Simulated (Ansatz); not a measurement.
# Al: the change of pressure with volume per atom

Periodic Kohn-Sham DFT of a crystal at fixed atoms; pressure and stress are positive in compression; the energy is the free energy less that of spherical unpolarised free atoms; site moments are those in the method's own spheres, positive along +z. The results are calculated, by Ansatz 0.2.0.

Cell of the first row (space group Fm-3m, No. 225):
```
Al
1.0
      0.0000     1.9827     1.9827
      1.9827     0.0000     1.9827
      1.9827     1.9827     0.0000
Al
1
Direct
  0.00000 0.00000 0.00000
```

Settings of every row: method all-electron PAW; functional PBEsol; relativity scalar; k mesh 14x14x14; filling fermi-dirac; smearing width 0.05 eV; nucleus gaussian.

Atom start moment: 0 on all atoms.

```csv
row,volume per atom (Å³),pressure (GPa)
1,15.588,3.056
2,15.919,1.15
3,16.251,-0.567
4,16.417,-1.357
5,16.582,-2.103
6,16.748,?
7,16.914,-3.467
8,17.246,-4.666
9,17.577,-5.714
```

Question: what pressure should row 6 give?

Worked fit of pressure. Take u = (V_r/V)^(2/3) − 1 with V_r = 16.5 Å³ an atom, which is twice the finite (Eulerian) strain; such expansions in the strain, on which the Birch-Murnaghan equation of state is built, carry the rest volume and the bulk modulus. The shown rows have u = 0.03863, 0.02419, 0.01019, 0.00337, -0.0033, -0.01639, -0.02905, -0.04128. Least squares give pressure = −1.7375 + 111.239 × u + 346.47 × u² − 363 × u³ GPa; a parabola predicts inner rows, each left out in turn, worse (root mean square 0.0061 against 0.0023 GPa). The rows lie off it by 0.000, -0.001, 0.001, 0.002, -0.002, -0.001, 0.002, 0.000. The pressure vanishes at u = 0.0149, or V = 16.14 Å³ an atom, and there the bulk modulus at fixed shape and fractions is B = −V dP/dV = (2/3)(1 + u) dP/du = 82.1 GPa. The withheld row has u = -0.0099, so the fit gives −1.7375 + 111.239 × (-0.0099) + 346.47 × (-0.0099)² − 363 × (-0.0099)³ = -2.804 GPa.

The calculation gave -2.806 GPa. The fit lies 0.002 GPa (0.023 % of the column's range) above it; its largest miss of a shown row is 0.002 GPa.
